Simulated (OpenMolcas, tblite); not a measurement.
## Si2H3OF (SMILES F[Si]O[SiH3]): methods side by side

Si2H3OF: 7 atoms, total charge 0, spin state singlet. As SMILES, `F[Si]O[SiH3]`. Geometry: relaxed at PBE0-D4/def2-TZVP. This is one conformer, not always the lowest.

```csv
atom,x (Å),y (Å),z (Å)
F,0.6393,-1.8295,1.6087
Si,-0.4287,-2.1655,0.4415
O,-0.5383,-0.7365,-0.3346
Si,-0.0256,0.8371,-0.4067
H,-0.7051,1.4807,-1.5555
H,-0.3857,1.5378,0.8500
H,1.4440,0.8758,-0.6033
```

Quantity: the dipole moment, in D. The values are calculated.

```csv
level,kind,program,value (D),CPU time
GFN2-xTB,semi-empirical,tblite,0.54,under 2 s
HF/def2-SVPD,Hartree–Fock,OpenMolcas,1.14,17 s
SVWN5/def2-SVPD,LDA,OpenMolcas,1.08,31 s
revPBE/def2-SVPD,GGA,OpenMolcas,1.03,44 s
TPSS/def2-SVPD,meta-GGA,OpenMolcas,1.05,56 s
B3LYP/def2-SVPD,global hybrid,OpenMolcas,1.05,37 s
M06-2X/def2-SVPD,hybrid meta-GGA,OpenMolcas,1.06,48 s
```

The values span 0.54 to 1.14 D. Magnitudes only. Times are those of the runs behind each value, whatever else they computed, on shared processors of several kinds: orders of magnitude only.

The Hartree–Fock and density-functional dipoles agree closely, from 1.03 D with revPBE to 1.14 D with Hartree–Fock, while GFN2-xTB gives only about half as much. The modest total reflects cancellation between strongly polar bonds. Fluorine and oxygen both draw density from silicon, but in this bent arrangement the Si–F bond dipole points almost opposite to the resultant of the two Si–O dipoles. The lone pair on the divalent silicon and the hydridic Si–H bonds add further contributions. A small error in any of these terms can therefore become a large relative error in the sum, which probably explains the low semi-empirical value.

Hartree–Fock lies highest, as expected when missing correlation leaves polar bonds somewhat too ionic. Among the functionals, however, the dipole doesn't rise steadily with exact exchange: SVWN5 lies above both hybrids. The narrow spread supports a moderately polar molecule, but it doesn't rank the functionals by accuracy, and because they share one basis set, their agreement can't reveal a common basis-set error.
